**Question: why does the hardest wave of my chlorine pseudopotential change with the error threshold?**

I generated a norm-conserving Cl potential (scalar-relativistic, Wu-Cohen) and got the convergence table below.

Calculated values. ONCVPSP 4.0.1, optimised norm-conserving Vanderbilt pseudopotential for Cl: Wu-Cohen functional, scalar-relativistic, [Ne] core, reference valence 3s1.5 3p5.5. Matching radii are 1.1, 1.25 and 1.74 bohr and qcut is 6.1, 5.3 and 7.4 /bohr for s, p and d. Each cutoff is the energy at which the wave's residual kinetic energy per electron falls to the stated error.

| wave | wave norm inside radius | wave kinetic energy above qcut (mHa) | wave cutoff for 10 mHa (Ha) | wave cutoff for 1 mHa (Ha) | wave cutoff for a tenth mHa (Ha) | wave cutoff for a hundredth mHa (Ha) |
| --- | --- | --- | --- | --- | --- | --- |
| 3s | 0.2328 | 1.07 | 11.08 | 23.80 | 95.52 | 136.9 |
| s projector 2 | 0.06371 | 7.64 | 17.52 | 28.38 | 123.0 | 149.0 |
| 3p | 0.2397 | 0.464 | 5.34 | 8.03 | 31.02 | 106.2 |
| p projector 2 | 0.09087 | 2.33 | 7.74 | 59.53 | 211.7 | 240.6 |
| d projector 1 | 0.1703 | 0.0117 | 13.30 | 19.14 | 23.66 | 27.99 |
| d projector 2 | 0.1959 | 1.98 | 23.60 | 30.73 | 69.72 | 80.62 |

I had assumed that a larger core radius means a softer wave and that cutoffs rise smoothly as the tolerance tightens. Instead the d waves, with the largest radius, are among the most expensive at 10 mHa and the two cheapest at 0.01 mHa. The second p projector goes from second cheapest to dearest in one step. Some decades cost almost nothing and others a factor of several. What sets this pattern, and which number should decide my cutoff?

**Answer**

The rows are six pseudo-waves of one potential, and they are not all orbitals. Only 3s and 3p hold electrons. The first d projector is a scattering wave at 0.42 Ha, not an occupied 3d orbital, and each "projector 2" is a wave placed 3 to 3.4 Ha above the first one of its channel to improve scattering at higher energy. For those four rows an error "per electron" describes the shape of a wave and not an error of any valence electron.

"Wave norm inside radius" is the part of the wave's norm within the matching radius $r_c$. The cutoff columns give the energy $E = q^2/2$ (Ha, with wave number $q$ in 1/bohr) above which the wave still carries the stated kinetic energy. "Wave kinetic energy above qcut" is the same residual evaluated at the channel's chosen wave number $q_c$, which corresponds to 18.6, 14.0 and 27.4 Ha for s, p and d. Since these energies differ, that column cannot rank the channels, but it supplies a fifth point on each wave's convergence curve, and it turns out to be the most telling one.

**Body and tail.** A pseudo-wave has two kinds of Fourier content. Outside $r_c$ it equals the all-electron wave, and for 3s and 3p that is more than three quarters of the norm (0.2328 and 0.2397 lie inside). This part is fixed by the atom. Continued smoothly inward, it forms a body whose transform dies off quickly. Inside $r_c$ the wave is a sum of Bessel functions that must match the value and three derivatives, conserve the norm, and use the freedom left over to minimise the kinetic energy above $q_c$. The minimisation fixes how much energy is left above $q_c$. It is indifferent to where that energy sits: a millihartree just above $q_c$ and one at three times $q_c$ count the same. It also puts no penalty on anything below $q_c$.

The numbers follow this picture. The three decades that finish below $q_c$ are cheap, costing factors of 1.50 (3p), 1.44 and 1.24 (d projector 1) in cutoff. In five of the six waves the most expensive decade is the one that crosses $q_c$ or the one right after it, with factors from 2.27 to 7.69. That is only modest support, since two of the three decades would qualify for each of these five waves. The 3s row shows the stall directly: it has 1.07 mHa left at 18.6 Ha and needs 23.8 Ha, a 28 % higher cutoff, to shed 7 % of that. The table places the change of pace only near $q_c$. For 3p it starts earlier, since the residual is 1 mHa at 8.03 Ha and still 0.464 mHa at 14.0 Ha, whereas the second s projector keeps falling fast through $q_c$ and stalls only below 1 mHa.

**How slow a tail should be.** With three derivatives matched, the fourth derivative of $u(r) = r\phi(r)$ jumps at $r_c$. The transform is $\tilde\phi(q) \propto \int u(r)\, r\, j_l(qr)\, dr$, with $j_l$ the spherical Bessel function of angular momentum $l$. At large $q$, $r j_l(qr)$ is a sine divided by $q$, and five integrations by parts bring out the jump with a further $q^{-5}$, so $\tilde\phi \sim q^{-6}$. The residual is then

$$\tfrac12\int_q^\infty q'^4\,|\tilde\phi|^2\, dq' \;\sim\; q^{-7} \;\propto\; E^{-3.5},$$

and each decade should cost $10^{1/3.5} = 1.93$ in cutoff. Nothing is fitted here or elsewhere; the printed output after this answer sets the estimate against all six rows. Applied to 3s, going from 1.07 mHa at 18.6 Ha to 0.01 mHa means a reduction by 107, so the cutoff should be $18.6 \times 107^{1/3.5} = 18.6 \times 3.80 \approx 71$ Ha. The table has 136.9 Ha, nearly twice that. Averaged from $q_c$ to the last threshold, the factor per decade departs from 1.93 by +7 % for the second s projector, about +70 % for both p waves and −17 % for the second d projector.

The estimate gives a rough scale per decade and misses the shape; for the second p projector the misfit compounds to a factor of 3.6 in the last cutoff. The 3s steps beyond $q_c$ are 4.01 and then 1.43, and all three second projectors end on a step near 1.2 or less, much steeper than the power law allows. A slow stretch followed by a sharp drop means that the leftover energy is spread far beyond $q_c$ and then ends rather abruptly, so the cutoff has to reach that end; the asymptotic regime has not been reached. Four thresholds are too few to show the shape of the remainder in more detail. The jump term also oscillates with period $\pi$ in $q r_c$, but the slow 3s decade runs from $q r_c = 7.6$ to 15.2, more than two periods, so that ripple is too fine to be the staircase.

**Why d crosses over.** The dimensionless product $q_c r_c$ measures how many oscillations the optimisation may spend without penalty inside the sphere. It is 6.7 for s, 6.6 for p and 12.9 for d. Twice the room probably helps the first d projector to leave only 0.0117 mHa above $q_c$, although one run cannot separate this from the smoothness of the wave itself. Three of its thresholds therefore fall below $q_c$ and the fourth barely above (27.99 against 27.38 Ha). This wave shows no jump because its tail lies almost wholly under the last threshold; it is the exception among the six, and the table cannot say whether it stalls lower down. Room alone is not enough, however: the second d projector has the same $q_c r_c$ and keeps 1.98 mHa above $q_c$. Its tail reaches about as far as those of the s and p waves in units of $1/r_c$ ($q r_c$ of 22.1 at 0.01 mHa, against 18.2 to 27.4), so its low cutoff there is consistent with the larger radius.

Its high cost at 10 mHa has two arguable sources. The centrifugal term pushes a d wave's weight to higher $q$: the first maximum of $x j_l(x)$ lies near 1.6, 2.7 and 3.9 for $l = 0, 1, 2$. And a high $q_c$ gives the optimisation no reason to clear the region below 27 Ha. Radius, $q_c$ and $l$ all change together between channels in this single run, so their shares are untested. What the numbers do exclude is plain $1/r_c^2$ scaling, which would make $q r_c$ equal for all waves at a given threshold. At 10 mHa it runs from 4.1 for 3p to 12.0 for the second d projector, and the spread is more than a factor of two at each threshold.

**Why 3s is harder than 3p.** Angular momentum alone would order them the other way. The 3s wave holds nearly the same norm as 3p (ratio 0.97) in a smaller sphere, so it is the more compact function, as the more tightly bound orbital should be. Under $1/r_c^2$ scaling the radii would give only a factor $(1.25/1.1)^2 = 1.29$, while the cutoff ratio is 2.07, 2.96 and 3.08 at the first three thresholds. Part of the middle value has a clear reading: 3p reaches 1 mHa before its $q_c$ and 3s just fails to. But even at its own $q_c$ 3s would stand at $18.6/8.03 = 2.3$ times the 3p cutoff, so the stall is not the whole cause. The ratio returns to 1.29 at 0.01 mHa, but the second projectors show no such agreement ($q r_c$ of 19.0 and 27.4), so little should be built on it. The 3p row is also the only one with a slow last decade (3.42); it passes $q_c$ with less than half the 3s residual, and its slow stretch falls at lower thresholds.

**Second projectors.** Each is harder than the first wave of its channel at all four thresholds and leaves more above the same $q_c$: 7 times for s, 5 for p, about 170 for d. Theory offers two additive reasons. The wave has about 3 Ha more energy and so varies faster, and it must also reproduce its all-electron overlap with the first wave inside $r_c$, which uses up freedom. At 10 mHa the gaps ($7.74 - 5.34 = 2.4$ Ha for p, up to $23.60 - 13.30 = 10.3$ Ha for d) range from somewhat below the energy step to about three times it. The p gap at 1 mHa, $59.53 - 8.03 = 51.5$ Ha, is far too large for that. It arises because 3p crosses 1 mHa on its body while the second p projector, with 2.33 mHa left at 14.0 Ha, has to cross it on its tail. Why that tail reaches farther than any other is open. A guess is that the nine Bessel functions of the p channel, against seven elsewhere, include higher wave numbers into which the remainder can be pushed; regenerating with seven would test it.

For a neighbouring setting or element the same comparison is a quick check. By definition, if the residual at $q_c$ is below the target error, the cutoff lies under $q_c^2/2$; if it is above, the cutoff lies beyond that energy, in this table by anything from 2 % to a factor of 17. Lowering $q_c$ or shrinking $r_c$ should move waves into the second class.

**Which number to use.** The run's own summary cutoffs, 23.8 Ha for 1 mHa and 95.52 Ha for 0.1 mHa, are those of 3s, the harder of the two occupied waves; the second p projector needs 2.5 and 2.2 times as much. How much of that matters in a compound depends on how strongly its states draw on the higher-energy wave, which an atomic test does not measure. Part of the error also cancels in energy differences. The settings of this run were also drawn at random, in a set where many potentials are poor on purpose, so its cutoffs do not show what a well-tuned Cl potential needs. If this one proves sound, its 3s values are a starting point, and the cutoff should be settled by converging the quantity you want in the compound itself. Occupations matter as well: 1 mHa per electron in 3s is 1.5 mHa per atom in the reference configuration, which lies 6.05 eV above 3s² 3p⁵, and 2 mHa with the shell full.

The ghost outranks all of this. The run flags a spurious bound s state at −216 eV (−7.94 Ha). Such states are a known hazard of writing the nonlocal potential in separable projector form; which setting produces this one is untested. The small ionisation errors (0.51 and 9.5 meV) and scattering-phase errors (at most 0.0044 rad in the s, p and d channels) do not clear it: the ionisation tests compare valence configurations only, and the phase scan starts at −54 eV, 162 eV above the flag. The f channel, which has no projector of its own, scatters less accurately: its phase is off by 0.011 rad at the low end of the scan and by 0.069 rad at the top. A plane-wave code fills the lowest states it finds, so a true ghost takes electrons from the valence shell, and raising the cutoff only resolves it better. Run the isolated atom in plane waves and look for a level far below 3s; if it appears, regenerate the potential before reading any cutoff from this table.

The analysis program printed:

```
Channel: qcut^2/2 (Ha), qcut x radius, Bessel functions minus matching conditions
  s: 18.60  6.71  3
  p: 14.04  6.62  5
  d: 27.38  12.88  3
Tail estimate: residual ~ E^-3.5, cutoff factor per decade 1.93
From qcut to 0.01 mHa: decades left, cutoff ratio, exponent, mean factor per decade, vs estimate
  3s             2.03  7.36  2.34  2.67  +38 %
  s projector 2  2.88  8.01  3.19  2.06  +7 %
  3p             1.67  7.56  1.90  3.37  +74 %
  p projector 2  2.37  17.13  1.92  3.32  +72 %
  d projector 1  0.07  1.02  7.13  1.38  -28 %
  d projector 2  2.30  2.94  4.90  1.60  -17 %
Cutoff factor per step 10->1, 1->0.1, 0.1->0.01 mHa (b below qcut, x across, a above)
  3s             2.15x  4.01a  1.43a  total 12.4
  s projector 2  1.62x  4.33a  1.21a  total 8.5
  3p             1.50b  3.86x  3.42a  total 19.9
  p projector 2  7.69x  3.56a  1.14a  total 31.1
  d projector 1  1.44b  1.24b  1.18x  total 2.1
  d projector 2  1.30x  2.27a  1.16a  total 3.4
Largest step is across qcut or just after it in 5 of 6 waves; range 1.14-7.69
q x radius at 10, 1, 0.1, 0.01 mHa (equal down a column if cutoff ~ 1/radius^2)
  3s             5.2  7.6  15.2  18.2
  s projector 2  6.5  8.3  17.3  19.0
  3p             4.1  5.0  9.8  18.2
  p projector 2  4.9  13.6  25.7  27.4
  d projector 1  9.0  10.8  12.0  13.0
  d projector 2  12.0  13.6  20.5  22.1
  max/min        2.93  2.72  2.61  2.11
Second over first wave: cutoffs at four thresholds | residual at qcut | norm inside
  s: 1.58  1.19  1.29  1.09 | 7.1 | 0.27
  p: 1.45  7.41  6.82  2.27 | 5.0 | 0.38
  d: 1.77  1.61  2.95  2.88 | 169.2 | 1.15
Order at 10 mHa: 3p < p2 < 3s < d1 < s2 < d2
Order at 1 mHa: 3p < d1 < 3s < s2 < d2 < p2
Order at 0.1 mHa: d1 < 3p < d2 < 3s < s2 < p2
Order at 0.01 mHa: d1 < d2 < 3p < 3s < s2 < p2
3s/3p cutoff: 2.07  2.96  3.08  1.29; (r_p/r_s)^2 = 1.29; norm ratio 0.97
3s: residual drops 7 % while cutoff rises 5.2 Ha (28 %) past qcut
p projector 2 over 3s cutoff at 1 and 0.1 mHa: 2.50, 2.22
Occupation-weighted: 3s 1.50 mHa at 23.8 Ha, 3p 0.55 mHa at 31.0 Ha
Ghost at -7.94 Ha; phase scan starts at -54 eV, 162 eV above it
Rounding of cutoffs (0.005 Ha below 100, 0.05 above): at most 0.09 %
```
